Levels of a d⁶ shell in an octahedral (Oh) field, computed with ligand-field diagonalisation 1 by exact diagonalisation of a parametric ligand-field model with Racah B = 560 cm⁻¹, C = 2540 cm⁻¹, 10Dq = 37450 cm⁻¹ and spin-orbit ζ = 2350 cm⁻¹. Energies are relative to the lowest level, irreps are double-group labels, and the spin is S from the expectation value of its square.

## Program and output

```python
# Table: level energies (cm^-1) and spins of octahedral d6 from exact diagonalisation of a parametric
# ligand-field model (Racah B, C, 10Dq, spin-orbit zeta). Tested: an effective L=1, S=2 model of 5T2,
# fixed on the known rows only, predicts the withheld J=3 levels; two rival readings give the error bar.
T = {
    'level_irrep': ['A1', 'E', 'T2', 'T1', 'A1', 'T1', 'E', 'T2', 'A2', 'T1', 'T2', 'T2', 'T1', 'E', 'T2', 'T1', 'A1'],
    'level_degeneracy': [1, 2, 3, 3, 1, 3, 2, 3, 1, 3, 3, 3, 3, 2, 3, 3, 1],
    'level_energy': [0.0, 29024.1, 29442.7, 30380.4, 32178.6, 33713.1, 34770.8, 35744.8, 36385.9, 36992.5, 44223.4, 51409.5, 52945.9, 52981.3, 54669.7, 54719.9, 54779.6],  # cm⁻¹
    'level_spin': [0.06, 1.01, 1.0, 0.98, 1.01, 0.89, 1.0, 1.01, 1.0, 0.39, 0.07, 1.98, 1.98, 1.98, 1.98, 1.97, 1.96],
}
HELD = [14, 15, 16]  # rows withheld from the fit
import numpy as np
B, C, D, z = 560.0, 2540.0, 37450.0, 2350.0   # settings of the run
E, S, g, ir = T['level_energy'], T['level_spin'], T['level_degeneracy'], T['level_irrep']
cen = lambda r: sum(g[i]*E[i] for i in r)/sum(g[i] for i in r)
s2 = lambda i: S[i]*(S[i]+1)
print("rounding floor: energy 0.05 cm-1, spin 0.005; all energies below in cm-1")
q = B*B/D
terms = [("3T1", D-3*C+50*q, [1, 2, 3, 4]), ("3T2", D+8*B-3*C+14*q, [5, 6, 7, 8]),
         ("1T1", D-C+86*q, [9]), ("1T2", D+16*B-C+2*q, [10])]
for n, e, r in terms:
    print(f"{n}: strong-field, no zeta {e:.0f}; table centre {cen(r):.0f}; diff {cen(r)-e:+.0f}")
E5 = 2*D-5*B-8*C+120*q
print(f"5T2 strong-field {E5:.0f}; first-order J=1,2,3: {E5-.75*z:.0f} {E5-.25*z:.0f} {E5+.5*z:.0f}")
print(f"first-order intervals: zeta/4 {z/4:.1f}, zeta/2 {z/2:.1f}, 3zeta/4 {.75*z:.1f}")
print(f"3T1 J2->1 {E[3]-cen([1,2]):.0f} (miss {E[3]-cen([1,2])-z/2:+.0f}); J1->0 {E[4]-E[3]:.0f} (miss {E[4]-E[3]-z/4:+.0f})")
print(f"3T2 J2->1 {E[7]-cen([5,6]):.0f} (miss {E[7]-cen([5,6])-z/2:+.0f}); J1->0 {E[8]-E[7]:.0f} (miss {E[8]-E[7]-z/4:+.0f})")
w0 = s2(0)/2
print(f"ground triplet weight {100*w0:.1f}+-0.3 %; 6z^2/gap^2 {600*z*z/E[4]**2:.1f} %; push 6z^2/gap {6*z*z/E[4]:.0f}")
print("singlet weight 1-<S2>/2 of T1 rows 3,5,9 (%):", [round(100*(1-s2(i)/2)) for i in (3, 5, 9)])
print(f"quintet weight in 3T1 A1 (row 4) {100*(s2(4)-2+2*w0)/4:.1f}+-0.5 %; triplet weight row 11 {100*(6-s2(11))/4:.1f}+-0.6 %")
m = np.arange(2, -3, -1); Sp = np.diag(np.sqrt(6.0-m[1:]*(m[1:]+1)), 1)
Sv = [(Sp+Sp.T)/2, (Sp-Sp.T)/2j, np.diag(m*1.0)]
Lv = [np.array([[-0.5j*(a-b)*(b-c)*(c-a) for c in range(3)] for b in range(3)]) for a in range(3)]
LS = sum(np.kron(Lv[a], Sv[a]) for a in range(3))
K = sum(np.kron(np.diag(np.eye(3)[a]), Sv[a] @ Sv[a]) for a in range(3))
w = np.linalg.eigvalsh(LS+1e-5*K); k = (w-np.round(w))/1e-5
c2 = k[3:8]-k[3:8].mean(); c3a = k[8:]-k[8:].mean()
c3 = {'T2': c3a[0], 'T1': c3a[3], 'A1': c3a[6]}
print(f"cubic coefficients J=2 T1 {c2[0]:.2f} E {c2[-1]:.2f}; J=3 T2 {c3['T2']:.2f} T1 {c3['T1']:.2f} A1 {c3['A1']:.2f}")
J1, J2 = E[11], cen([12, 13]); d12 = J2-J1
kap = (E[13]-E[12])/(c2[-1]-c2[0])
print(f"J=2 centre {J2:.1f}; J1->2 {d12:.1f}; excess over zeta/2 {d12-z/2:.1f} ({100*(d12/(z/2)-1):.0f} %); kappa {kap:.1f}")
print(f"table minus strong-field first order: J=1 {J1-E5+.75*z:+.0f}, J=2 {J2-E5+.25*z:+.0f}")
la = d12/2; rb = (d12-z/2)/7
ca, cb = J2+3*la, J2+.75*z-4.5*rb
mid, bar = (ca+cb)/2, abs(ca-cb)/2
print(f"(a) lambda {la:.1f}, rho 0: J=3 centre {ca:.0f}; (b) lambda {z/4:.1f}, rho {rb:.1f}: {cb:.0f}")
print(f"pure first order centre {J2+.75*z:.0f}; predicted centre {mid:.0f} +- {bar:.0f}; predicted ratio {(mid-J2)/d12:.2f}")
print(f"order of third-order terms z^3/(4B+4C)^2 ~ {z**3/(4*B+4*C)**2:.0f} (4B+4C = {4*B+4*C:.0f})")
sp = np.mean([S[i] for i in (11, 12, 13)])
assert all(S[i] > 1.9 for i in (11, 12, 13)) and S[0] < 0.1
assert kap > 0 and d12 > z/2
assert E[1] < E[2] < E[3] < E[4] and E[4]-E[3] > z/4
assert np.allclose([c2[0], c2[-1], c3['T2'], c3['T1'], c3['A1']], [-.4, .6, -1.2, .4, 2.4], atol=1e-3)
for i in HELD:
    print(f"predict row {i} {ir[i]}: E {mid+kap*c3[ir[i]]:.0f} +- {bar:.0f}; S {sp:.2f} +- 0.02")
pT, pA = kap*(c3['T1']-c3['T2']), kap*(c3['A1']-c3['T1'])
print(f"predict T1-T2 {pT:.0f}, A1-T1 {pA:.0f}, spread {pT+pA:.0f} (factor 2); gap ratio {pA/pT:.2f}")
print("--- reveal ---")
for i in HELD:
    p = mid+kap*c3[ir[i]]
    print(f"row {i} {ir[i]}: E {E[i]:.1f}, miss {E[i]-p:+.0f} ({(E[i]-p)/bar:+.2f} bar, {100*(E[i]-p)/E[i]:+.2f} %); S {S[i]:.2f}, miss {S[i]-sp:+.2f}")
h = {ir[i]: E[i] for i in HELD}; J3 = cen(HELD); d23 = J3-J2
oT, oA = h['T1']-h['T2'], h['A1']-h['T1']
print(f"J=3 centre {J3:.1f}; miss vs mid {J3-mid:+.0f}, (a) {J3-ca:+.0f}, (b) {J3-cb:+.0f}, first order {d23-.75*z:+.0f}")
print(f"J2->3 {d23:.1f}; ratio {d23/d12:.3f} (Lande 1.5); table minus strong-field first order J=3 {J3-E5-.5*z:+.0f}")
print(f"T1-T2 {oT:.1f} (miss {oT-pT:+.0f}), A1-T1 {oA:.1f} (miss {oA-pA:+.0f}), spread {oT+oA:.1f}, gap ratio {oA/oT:.2f}")
print(f"spread computed/predicted {(oT+oA)/(pT+pA):.2f}; kappa implied by T1-T2 {oT/1.6:.1f}, by A1-T1 {oA/2:.1f}")
lam, rho = np.linalg.solve([[2, 7], [3, -4.5]], [d12, d23])
print(f"diagnostic after reveal (no test): lambda {lam:.1f} ({lam/(z/4):.2f} x zeta/4), rho {rho:.1f}")
print("triplet weight (6-<S2>)/4 of withheld rows (%, +-0.6):", [round(25*(6-s2(i)), 1) for i in HELD])
```

Running it gives:

```
rounding floor: energy 0.05 cm-1, spin 0.005; all energies below in cm-1
3T1: strong-field, no zeta 30249; table centre 29966; diff -282
3T2: strong-field, no zeta 34427; table centre 34922; diff +495
1T1: strong-field, no zeta 35630; table centre 36992; diff +1362
1T2: strong-field, no zeta 43887; table centre 44223; diff +337
5T2 strong-field 52785; first-order J=1,2,3: 51022 52197 53960
first-order intervals: zeta/4 587.5, zeta/2 1175.0, 3zeta/4 1762.5
3T1 J2->1 1105 (miss -70); J1->0 1798 (miss +1211)
3T2 J2->1 1609 (miss +434); J1->0 641 (miss +54)
ground triplet weight 3.2+-0.3 %; 6z^2/gap^2 3.2 %; push 6z^2/gap 1030
singlet weight 1-<S2>/2 of T1 rows 3,5,9 (%): [3, 16, 73]
quintet weight in 3T1 A1 (row 4) 2.3+-0.5 %; triplet weight row 11 2.5+-0.6 %
cubic coefficients J=2 T1 -0.40 E 0.60; J=3 T2 -1.20 T1 0.40 A1 2.40
J=2 centre 52960.1; J1->2 1550.6; excess over zeta/2 375.6 (32 %); kappa 35.4
table minus strong-field first order: J=1 +387, J=2 +763
(a) lambda 775.3, rho 0: J=3 centre 55286; (b) lambda 587.5, rho 53.7: 54481
pure first order centre 54723; predicted centre 54884 +- 402; predicted ratio 1.24
order of third-order terms z^3/(4B+4C)^2 ~ 84 (4B+4C = 12400)
predict row 14 T2: E 54841 +- 402; S 1.98 +- 0.02
predict row 15 T1: E 54898 +- 402; S 1.98 +- 0.02
predict row 16 A1: E 54968 +- 402; S 1.98 +- 0.02
predict T1-T2 57, A1-T1 71, spread 127 (factor 2); gap ratio 1.25
--- reveal ---
row 14 T2: E 54669.7, miss -171 (-0.43 bar, -0.31 %); S 1.98, miss +0.00
row 15 T1: E 54719.9, miss -178 (-0.44 bar, -0.32 %); S 1.97, miss -0.01
row 16 A1: E 54779.6, miss -189 (-0.47 bar, -0.34 %); S 1.96, miss -0.02
J=3 centre 54706.9; miss vs mid -177, (a) -579, (b) +226, first order -16
J2->3 1746.9; ratio 1.127 (Lande 1.5); table minus strong-field first order J=3 +747
T1-T2 50.2 (miss -6), A1-T1 59.7 (miss -11), spread 109.9, gap ratio 1.19
spread computed/predicted 0.86; kappa implied by T1-T2 31.4, by A1-T1 29.8
diagnostic after reveal (no test): lambda 640.2 (1.09 x zeta/4), rho 38.6
triplet weight (6-<S2>)/4 of withheld rows (%, +-0.6): [2.5, 3.7, 5.0]
```
